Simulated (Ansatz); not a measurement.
# YPd3: pressure against volume scale

Free energy against uniform scaling of the volume at fixed shape and fractions; periodic cell, basis, potentials, k mesh and filling as listed. The results are calculated, by Ansatz 0.2.0.

The cell before it is scaled or strained (space group Pm-3m, No. 221):
```
cell vectors (Å)
   4.0680     0.0000     0.0000
   0.0000     4.0680     0.0000
   0.0000     0.0000     4.0680
atoms (fractions of the cell vectors)
Y   0.00000  0.00000  0.00000
Pd  0.00000  0.50000  0.50000
Pd  0.50000  0.00000  0.50000
Pd  0.50000  0.50000  0.00000
```

Settings of every row: functional LDA; dispersion none; accuracy low; potentials PAW; wave cutoff 380 eV; density cutoff 1520 eV; k mesh 6x6x6; k shift 0x0x0; occupations cold; smearing width 0.02 eV; spin none; SCF threshold exponent -8.

Limits: coarse k mesh, up to 40 meV an atom off; cutoff under the advised one; loose SCF threshold; stress loosely converged.

| row | volume scale | V (Å³/atom) | pressure (GPa) | energy above lowest point (meV/atom) |
| --- | --- | --- | --- | --- |
| 1 | 0.94 | 15.82 | 3.98 | 4.6 |
| 2 | 0.96 | 16.157 | ? | ? |
| 3 | 0.98 | 16.493 | -2.71 | 2.4 |
| 4 | 1 | 16.83 | -5.51 | 11.1 |
| 5 | 1.02 | 17.167 | -8.03 | 25.4 |
| 6 | 1.04 | 17.503 | -10.29 | 44.7 |
| 7 | 1.06 | 17.84 | -12.3 | 68.4 |

Question: what pressure should row 2 give?

Worked fit of pressure. Take u = (V_r/V)^(2/3) − 1 with V_r = 16.998 Å³ an atom, which is twice the finite (Eulerian) strain; such expansions in the strain, on which the Birch-Murnaghan equation of state is built, carry the rest volume and the bulk modulus. The shown rows have u = 0.04905, 0.02031, 0.00664, -0.00657, -0.01933, -0.03172. Least squares give pressure = −6.813 + 191.27 × u + 584 × u² GPa; a straight line predicts inner rows, each left out in turn, worse (root mean square 0.39 against 0.021 GPa). The rows lie off it by 0.01, -0.02, 0.01, 0.01, 0.00, -0.01. The pressure vanishes at u = 0.0324, or V = 16.2 Å³ an atom, and there the bulk modulus at fixed shape and fractions is B = −V dP/dV = (2/3)(1 + u) dP/du = 158 GPa. The withheld row has u = 0.03441, so the fit gives −6.813 + 191.27 × (0.03441) + 584 × (0.03441)² = 0.46 GPa.

The calculation gave 0.43 GPa. The fit lies 0.03 GPa (7 % of the value, 0.18 % of the column's range) above it; its largest miss of a shown row is 0.02 GPa.

The other values of row 2: energy above lowest point 0 meV/atom.
